## Results and discussion

### The known rows

The coherent scattering factor $f$, in electrons, is the amplitude that an ion scatters relative to one free electron. It is listed against $s=\sin\theta/\lambda$, where $\theta$ is half the scattering angle and $\lambda$ the X-ray wavelength. Si²⁺, Cl⁵⁺ and K⁷⁺ each hold twelve electrons in closed shells, so each non-relativistic Hartree-Fock density is exactly spherical and the three columns refer to the same electronic state. The last column, $f(\mathrm{K^{7+}})-f(\mathrm{Si^{2+}})$, is called the contrast below. The rows at $s=1.0$ and 1.4 Å⁻¹ are withheld and are to be predicted.

Coherent X-ray scattering factors f of the ions Si2+, Cl5+ and K7+ ([Ne] 3s2), from spherical densities computed with B-spline radial code 1. The method is non-relativistic Hartree-Fock for the average of configuration, at the basis-set limit and with a point nucleus. Anomalous dispersion is not included.

| sin θ/λ (Å⁻¹) | f, Si2+ (electrons) | f, Cl5+ (electrons) | f, K7+ (electrons) | f(K7+) − f(Si2+) (electrons) |
| --- | --- | --- | --- | --- |
| 0.1 | 11.217 | 11.601 | 11.716 | 0.499 |
| 0.2 | 9.668 | 10.607 | 10.965 | 1.297 |
| 0.3 | 8.306 | 9.426 | 9.978 | 1.672 |
| 0.4 | 7.210 | 8.342 | 8.973 | 1.763 |
| 0.6 | 5.286 | 6.612 | 7.275 | 1.989 |
| 0.8 | 3.730 | 5.171 | 5.921 | 2.191 |
| 1.0 | ? | ? | ? | ? |
| 1.4 | ? | ? | ? | ? |
| 1.8 | 1.363 | 1.665 | 1.981 | 0.619 |
| 2.5 | 1.052 | 1.235 | 1.354 | 0.302 |
| 4.0 | 0.553 | 0.770 | 0.892 | 0.340 |
| 6.0 | 0.219 | 0.363 | 0.466 | 0.248 |

In every known row the order is K⁷⁺ > Cl⁵⁺ > Si²⁺, and each $f$ falls steadily with $s$. The contrast is less regular. It almost stalls between 0.3 and 0.4 Å⁻¹, climbs to 2.191 at 0.8, drops to 0.302 at 2.5, rises again to 0.340 at 4.0 and then falls. These turns are far larger than the rounding of 0.001. The withheld rows lie in the widest change of the table, where the contrast loses more than 1.5 electrons, so the question is both what $f$ is there and whether the contrast has already peaked by 1.0 Å⁻¹.

### Size first, then shells

For a spherical density $\rho(r)$,

$$f(q)=\int \rho(r)\,\frac{\sin qr}{qr}\,dV,\qquad q=4\pi s .$$

At $q=0$ every electron scatters in phase and $f=12$ for all three ions, so the contrast measures only how the same twelve electrons are spread. Expanding the sine gives $f\approx 12-q^2\sum\langle r^2\rangle/6$, with $\sum\langle r^2\rangle$ the summed mean-square radius, which the same calculation gives as 11.95, 5.684 and 3.981 bohr² for Si²⁺, Cl⁵⁺ and K⁷⁺. At $s=0.1$ Å⁻¹ this term yields 11.119 for Si²⁺ against 11.217 in the table, and it reproduces the order of the ions. The expansion is an identity for the density, so the comparison tests only how far one term reaches. It does not reach far: at 0.2 Å⁻¹ it lies 1.191 electrons below the table for Si²⁺ and 0.139 below for the compact K⁷⁺.

Beyond that range the shells have to be followed one by one, since $f$ adds over them. An orbital $r^{n-1}e^{-\zeta r}$ has a form factor that depends only on $x=q/2\zeta$; it is $1/(1+x^2)^2$ for $n=1$ and $(1-x^2)/(1+x^2)^4$ for $n=2$. Electrons spread over a distance $1/\zeta$ fall out of phase once $q$ approaches $\zeta$, so the diffuse 3s pair stops scattering first, the eight 2s2p (L-shell) electrons next and the 1s pair last. A larger nuclear charge raises every $\zeta$ and moves each fall to higher $s$.

This gives a rule for the contrast between isoelectronic ions. For one shell it is roughly $(\partial f/\partial\ln\zeta)\,\Delta\ln\zeta$, which vanishes where both ions still scatter fully, vanishes again where neither does, and peaks where the shell's form factor falls fastest on a logarithmic scale. Three shells should give three humps. For a hydrogenic 1s pair with $\zeta=Z-0.3$ the derivative is $8x^2/(1+x^2)^3$, largest at $x^2=1/2$, where it equals about 1.2. With $\ln(18.7/13.7)=0.31$ the hump is near 0.37 electrons, at $q=\sqrt2\,\zeta\approx 23$ bohr⁻¹ or $s\approx 3.4$ Å⁻¹. Evaluated row by row with no fitted constant, this 1s difference is 0.326, 0.352 and 0.232 at 2.5, 4.0 and 6.0 Å⁻¹, within 0.024 of the tabulated contrast each time. Between 2.5 and 4.0 Å⁻¹ the estimate rises by 0.026 and the table by 0.038, so the 1s shell accounts for most of the late rise. At 1.8 Å⁻¹ the same estimate leaves 0.384 of the 0.619 unexplained, which theory assigns to the L shell that K⁷⁺ still shows and Si²⁺ has all but lost.

The same derivative for eight $n=2$ electrons peaks at about 5.7 near $x\approx0.46$. With Slater's screening, $\zeta=(Z-4.15)/2$ and $\ln(14.85/9.85)=0.41$, so the hump is about 2.3 electrons near 0.8 Å⁻¹. The main maximum is thus argued to be the L-shell hump, and the withheld rows should lie on its far side. The division into shells is a model reading throughout; the table itself shows only the sums.

### One curve for the L shell

If the L shell changes only its scale along the series, then $f$ minus the 1s part is a single function of $q/(Z-\sigma)$, with $\sigma$ a screening constant. This is useful because the three ions sample that function at different places. With $\sigma=4.15$, Cl⁵⁺ at 1.8 Å⁻¹ corresponds to Si²⁺ at $1.8\times 9.85/12.85\approx1.4$ and K⁷⁺ at 1.8 to about 1.2, while Si²⁺ at 0.8 stands in for K⁷⁺ near 1.2. The known rows of one ion fill part of the gap of another.

Hydrogenic 2s²2p⁶ of charge $Z'$ gives $(8-12u+4u^2)/(1+u)^4$ with $u=(q/Z')^2$. The scaling model keeps that form and frees the coefficients:

$$f=\frac{2}{\left[1+\left(q/2(Z-0.3)\right)^2\right]^2}+\frac{a+bu+cu^2}{(1+u)^4},\qquad u=\left(\frac{kq}{Z-\sigma}\right)^2 .$$

An unweighted least-squares fit to all three ions in the six known rows with $s\ge0.6$ Å⁻¹ (18 values, five constants) gives $a=7.62$, $b=-9.88$, $c=2.45$, $k=0.988$ and $\sigma=4.12$. The root-mean-square residual is 0.014 electrons and the worst is $-0.032$, for K⁷⁺ at 0.6. That is small against $f$ but some thirty times the rounding of 0.0005, so the collapse is good and not exact. The constants trade against one another and carry no separate meaning.

The rows below 0.6 Å⁻¹ are left out because the 3s pair, far more strongly screened, scales differently. There the model falls short by about two electrons at 0.1 Å⁻¹. At 0.4 it already matches Si²⁺ to 0.026 but still lies 0.527 below K⁷⁺. The shortfall is mostly the 3s contribution but not purely so: for K⁷⁺ at 0.1 Å⁻¹ it is 2.179, more than a pair can scatter, because the fitted curve starts at $a=7.62$ and not at 8. It therefore gives the shape of the 3s term and not its exact size: a hump in the contrast of a little under one electron at 0.2 to 0.3 Å⁻¹ that falls away quickly by 0.4, while the L-shell hump is still growing. Their sum would produce the stall at 0.3 to 0.4. Since the model is being extrapolated out of its fitted range, this explanation is plausible and not demonstrated.

Two other schemes serve for comparison. The first fits one Slater exponent per shell to each ion separately over all ten known rows. Its rms residual is 0.025 to 0.043, its $\sum\langle r^2\rangle$ comes out 4 to 5% above the computed values, and its 1s exponent exceeds $Z$ (14.31 for Si²⁺), a sign that the exponent is compensating for the nodeless 2s. The second is a monotone cubic interpolation of $\ln f$ through the known rows, with no physics in it.

### Predictions

Hand scaling with $\sigma=4.15$ gives the following forecasts. The order K⁷⁺ > Cl⁵⁺ > Si²⁺ and the monotonic fall hold. At $s=1.0$ Å⁻¹ the contrast is probably just below 2.191, which puts the main maximum near 0.8–0.9. At $s=1.4$ Å⁻¹ the scattering of Si²⁺ is almost pure 1s, and the contrast is mostly L shell. The scaling model should beat plain interpolation.

The fitted model turns these expectations into numbers. For K⁷⁺ at 1.0 Å⁻¹, a row outside the fit, $q=4\pi\times0.5292\times1.0=6.650$ bohr⁻¹. The 1s term has $x=6.650/37.4=0.1778$ and equals $2/(1.0316)^2=1.879$. For the L term $u=(0.988\times6.650/14.88)^2=0.195$, the numerator is $7.62-1.926+0.093=5.787$, the denominator $1.195^4=2.039$, and the ratio 2.838. The sum is 4.717.

Each error bar is the larger of two numbers: the worst miss when the model is refitted without a flanking row (0.8 or 1.8 Å⁻¹) and asked for that row, and half the gap between the scaling and Slater models. It is a rough range and not a standard deviation. The predictions are:

- $s=1.0$ Å⁻¹: Si²⁺ $2.646\pm0.042$, Cl⁵⁺ $3.918\pm0.029$, K⁷⁺ $4.717\pm0.032$, contrast $2.071\pm0.074$.
- $s=1.4$ Å⁻¹: Si²⁺ $1.681\pm0.042$, Cl⁵⁺ $2.341\pm0.025$, K⁷⁺ $2.925\pm0.032$, contrast $1.244\pm0.074$.

The Slater fit lies 0.04 to 0.06 below each predicted $f$. Interpolation lies well above for Si²⁺ (2.872 and 1.840) and gives a much smaller contrast, 1.852 and 1.077.

### The computed values

The withheld rows as computed:

| sin θ/λ (Å⁻¹) | f, Si2+ (electrons) | f, Cl5+ (electrons) | f, K7+ (electrons) | f(K7+) − f(Si2+) (electrons) |
| --- | --- | --- | --- | --- |
| 1.0 | 2.687 | 3.946 | 4.739 | 2.052 |
| 1.4 | 1.708 | 2.362 | 2.948 | 1.240 |

The order and the steady fall hold, as forecast. One phrase was too strong: the contrast at 1.0 Å⁻¹ is 2.052, which is 0.139 below the value at 0.8 and not just below it. The table now confines the main maximum to the interval between 0.6 and 1.0 Å⁻¹, with 2.191 the largest tabulated value. Both shell models place it at 0.80 to 0.82, at the low end of the forecast range, but that position comes from the models, and the scaling model already overshoots the contrast at 0.8 by 0.034.

The fitted predictions are all inside their bars, two of them with almost nothing to spare. At 1.0 Å⁻¹ the misses are $-0.041$, $-0.028$ and $-0.022$ for Si²⁺, Cl⁵⁺ and K⁷⁺; the first two use up nearly the whole bar. At 1.4 they are $-0.027$, $-0.021$ and $-0.023$. Relative to the computed $f$ this is 0.5 to 1.6%. All six have the same sign, so the error is systematic, and its rms of 0.028 is twice the residual of the fit. Because the errors share a sign they largely cancel in the contrast, which is missed by only $+0.019$ and $+0.004$. The bar of 0.074 on the contrast was generous, having been taken from the row at 0.8, where the leave-out errors for Si²⁺ and K⁷⁺ had opposite signs.

Placing the misses on the common scale shows two kinds of error. On the Si²⁺ scale, five of the withheld values lie between about 0.66 and 1.07 Å⁻¹, a stretch in which the fit had a single point, Si²⁺ at 0.8, and was already 0.020 low there. The model is low by 0.02 to 0.04 across this whole stretch, so the fitted curve sags where it was least constrained. The sixth value tells against exact scaling: Si²⁺ at 1.4 and Cl⁵⁺ at 1.8 have nearly the same $u$, yet the model is 0.027 low for the first and only 0.005 low for the second. With this 1s term and this $\sigma$, no single smooth curve can remove that. The simple 1s term errs in the other direction: for Si²⁺ it has $\langle r^2\rangle=3/\zeta^2=0.0160$ bohr² against 0.0167 for the computed orbital, so it is too compact and scatters slightly too much. The computed mean radii do show that one $\sigma$ cannot scale both L subshells. Read through the hydrogenic $\langle r\rangle=6/Z'$ for 2s and $5/Z'$ for 2p, they give a screening of 3.32 in Si²⁺ and 3.33 in K⁷⁺ for 2s, but 4.65 and 4.57 for 2p. This defect should weigh most on the least ionised member, where screening is the largest share of $Z$, and Si²⁺ does have the largest miss in both rows. The model also has no 3s term, although the inner lobes of 3s keep a small oscillating form factor above 0.6 Å⁻¹. That residue follows its own scale, survives to higher $s$ in the more compact ions, and is a likely source of the low values for Cl⁵⁺ and K⁷⁺. The table alone does not separate these causes.

The Slater fit is 0.06 to 0.11 low on every withheld $f$ (rms 0.084). The computed values lie on the opposite side of the scaling prediction from it, so the gap between the two models gave a fair size for the bar but the wrong direction. Interpolation has an rms miss of 0.101. It is worst for Si²⁺ at 1.0, 0.185 too high, because that curve bends sharply inside the gap as the L shell dies and the slowly falling 1s term takes over, and no known row marks the bend. For K⁷⁺ the bend comes later and the gap is smooth. There interpolation gives 4.723 against 4.739 at 1.0 Å⁻¹, closer than the scaling model, the one value of $f$ on which the forecast ranking fails.

The shell reading survives the reveal. At 1.4 Å⁻¹ the hydrogenic 1s term is 1.607 of the 1.708 electrons of Si²⁺, while K⁷⁺ keeps 1.175 above its 1s term. Of the contrast, $1.773-1.607=0.166$ is then 1s and the remaining 1.074 mainly L shell. The new rows also show a feature that was not forecast but follows from the rule: the hump moves out with the mean charge of the pair. The Cl⁵⁺ − Si²⁺ difference has already fallen from $5.171-3.730=1.441$ at 0.8 to $3.946-2.687=1.259$ at 1.0, whereas K⁷⁺ − Cl⁵⁺ still rises, from $5.921-5.171=0.750$ to $4.739-3.946=0.793$. These differences are sums over shells, and the small rise for K⁷⁺ − Cl⁵⁺ need not belong to the L shell, since the 1s and 3s terms also change between the two rows; what the comparison shows is the later maximum. For another pair in the series the L-shell hump should shift in proportion to the mean of $Z-\sigma$, with a height set by the logarithm of the ratio of the two screened charges.

The hits and misses are measured against Hartree-Fock, not against real ions. Near-degeneracy mixing of 3s² with 3p² changes the outer density and so bears on $\sum\langle r^2\rangle$ and on the stall at 0.3 to 0.4 Å⁻¹ more than on the withheld rows. Relativistic contraction of 1s would raise $f$ at high $s$, more for K⁷⁺ than for Si²⁺, and so enlarge the 1s hump; the other shells contract as well, which raises $f$ in the withheld rows too, for K⁷⁺ by an amount that can rival the misses above. Anomalous dispersion, also left out, adds terms that depend on the wavelength and hardly fade with angle, so at a given wavelength it weighs relatively more where $f$ itself is small.
